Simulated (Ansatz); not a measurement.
A family of molecules: the HOMO–LUMO gap

All atoms of one element are swapped for its congeners: C2H4F2 (1,1-difluoroethane) `CC(F)F`; C2H4Cl2 (1,1-dichloroethane) `CC(Cl)Cl`; C2H4Br2 (1,1-dibromoethane) `CC(Br)Br`. All are singlets with charge 0.

Shapes, held fixed at every level: PBE0-D4/def2-TZVP. Programs: Ansatz 0.2.0. Values in eV.

Task: How should the HOMO–LUMO gap change along the series?

Result: At wB97X-V/def2-TZVPP the HOMO–LUMO gap falls at every step, from 15.54 to 11.67 eV. Every level shows the same order. Relativity is left out for Br unless named. Orbital gaps aren't excitation energies, and the LUMO depends on the basis.

```tsv
level	C2H4F2	C2H4Cl2	C2H4Br2
PBE-D4/def2-TZVPP	8.58	6.18	4.83
B3LYP-D4/def2-TZVPP	10.55	8.16	6.57
BHLYP-D4/def2-TZVPP	13.43	11.13	9.25
PBE0-D4/def2-TZVPP	11.15	8.72	7.09
r2SCAN0-D4/def2-TZVPP	12.07	9.07	7.39
wB97X-V/def2-TZVPP	15.54	13.48	11.67
```

The gap narrows from fluorine to chlorine to bromine in every row, and the first substitution always costs more than the second. Down the halogen group the valence p shell becomes higher in energy and more diffuse. In the chloride and bromide the HOMO is probably mainly halogen lone pair, and it rises as the halogen holds its electrons less tightly. In the fluoride these lone pairs lie deep, so the HOMO should carry more C–H and C–C σ character. At the other edge, weaker overlap in the longer C–Cl and C–Br bonds lowers the C–X σ* orbital, which suggests that both frontier levels help close the gap.

The ordering is much firmer than the size of any gap: for each molecule the spread between functionals exceeds the whole change along the series within any one of them, probably largely because they differ in their share and range of exact exchange. Gaps alone don't show how much of the narrowing comes from the HOMO and how much from the LUMO.
